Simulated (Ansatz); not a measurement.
**Ligand exchange: GaH2Br + SiH3I → GaH2I + SiH3Br**

Species: GaH2Br `[GaH2][Br]`, singlet; SiH3I `[SiH3]I`, singlet; GaH2I `[GaH2][I]`, singlet; SiH3Br `[SiH3]Br`, singlet. The partners trade Br for I: Ga–Br and Si–I bonds give way to Ga–I and Si–Br.

Shapes, held fixed at every level: PBE0-D4/def2-TZVP. Programs: Ansatz 0.2.0. The zero-point and thermal change to 298 K, harmonic and unscaled (PBE0-D4/def2-TZVP), is +0.4 kJ/mol.

```tsv
level	kind	ΔH(298 K) (kJ/mol)	less CCSD(T)/def2-TZVPP
PBE-D4/def2-TZVPP	GGA	-7.3	+1.2
r2SCAN-D4/def2-TZVPP	meta-GGA	-8.0	+0.5
BHLYP-D4/def2-TZVPP	global hybrid	-9.1	-0.6
wB97X-V/def2-TZVPP	range-separated hybrid	-7.4	+1.1
MP2/def2-SVP	perturbation theory	-9.8	-1.3
MP2/def2-TZVPP	perturbation theory	-9.2	-0.7
CCSD/def2-SVP	coupled cluster or CI	-9.5	-1.0
CCSD(T)/def2-TZVPP	coupled cluster or CI	-8.5	0.0
```

The highest level, CCSD(T)/def2-TZVPP, gives ΔH(298 K) = -8.5 kJ/mol; the levels span -9.8 to -7.3. The column of differences is taken from that level and isn't an error. No measured value is set beside it here. For atoms past krypton def2 sets carry core potentials with scalar relativity. Relativity is left out for Br, Ga unless named. Correlated rows may include outer-core shells of Br, Ga, I, which these sets cover unevenly.

The exchange is mildly exothermic at every level, so the preference for bromine on silicon and iodine on gallium doesn't hinge on the choice of method. Because each side has one Ga–halogen and one Si–halogen bond, the enthalpy measures how much more silicon loses than gallium when bromide gives way to iodide. Both centres bind bromine more strongly than iodine, and most of that preference cancels, as do many of the errors in describing the bonds.

The remainder probably reflects silicon's more compact valence shell, which overlaps less well with the diffuse iodine 5p orbitals, while the softer gallium centre tolerates the larger halogen better. Donation from a halogen lone pair into gallium's empty p orbital should, if anything, favour bromine there and so oppose the exchange. The thermal term is too small to decide the sign, which is therefore electronic in origin. The result applies to isolated monomers and needn't carry over to condensed phases, where gallium hydride halides tend to associate through bridges.
